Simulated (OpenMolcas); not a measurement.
**AlH2S (SMILES [AlH][SH]): methods side by side**

AlH2S has 4 atoms, charge 0, and is taken as a doublet. As SMILES, `[AlH][SH]`. Geometry: a GFN2-xTB relaxation, a rough one for these elements and not checked as a minimum.

```xyz
4

Al    0.0204   -1.0177   -0.2871
S     0.9291    0.9979   -0.1091
H    -0.7808   -1.5874    0.9406
H    -0.1687    1.6072   -0.5445
```

Quantity: the energy change with the S2–H4 bond stretched from 1.329 to 1.661 Å, in eV. The values are calculated.

```tsv
level	kind	program	value (eV)	less FCI/STO-3G
ROHF/STO-3G	Hartree–Fock	OpenMolcas	1.33	+0.50
USVWN5/STO-3G	LDA	OpenMolcas	0.85	+0.02
UPBE/STO-3G	GGA	OpenMolcas	0.79	-0.04
U-r2SCAN/STO-3G	meta-GGA	OpenMolcas	0.91	+0.08
UB3LYP/STO-3G	global hybrid	OpenMolcas	0.88	+0.05
UM06-2X/STO-3G	hybrid meta-GGA	OpenMolcas	1.04	+0.21
CASSCF(3,3)/STO-3G	multireference	OpenMolcas	1.33	+0.50
ROCCSD(T)/STO-3G	coupled cluster or CI	OpenMolcas	0.83	0.00
FCI/STO-3G	exact in the basis	OpenMolcas	0.83	0.00
```

FCI/STO-3G is exact within its basis and frozen core, so for wave-function methods in that basis the difference is their error; functionals converge differently with the basis, so for them it is only a difference. The first shape isn't each level's own minimum. The values span 0.79 to 1.33 eV. All rows use very small basis sets, so even the best lies far from the true value.

Stretching the S–H bond costs far too much energy in ROHF, 1.33 eV against the FCI value of 0.83 eV. As the σ and σ* orbitals approach each other, left-right correlation grows, and a single restricted determinant keeps too much ionic character in the bond. The unpaired electron, mainly on aluminium, may add to this by beginning to recouple with sulfur as hydrogen leaves.

CASSCF(3,3) recovers none of this differential correlation, which suggests that its active orbitals miss the S–H σ/σ* pair; the result is no evidence that static correlation is unimportant. ROCCSD(T) reproduces FCI to the printed precision, so a single reference with connected triples still suffices at this elongation.

Among the functionals, the cost rises from UPBE through UB3LYP to UM06-2X, in line with a growing share of exact exchange, but U-r2SCAN breaks that order by lying above UB3LYP without any. The close agreement at this one displacement doesn't establish equal reliability nearer to dissociation, where spin recoupling becomes more demanding.
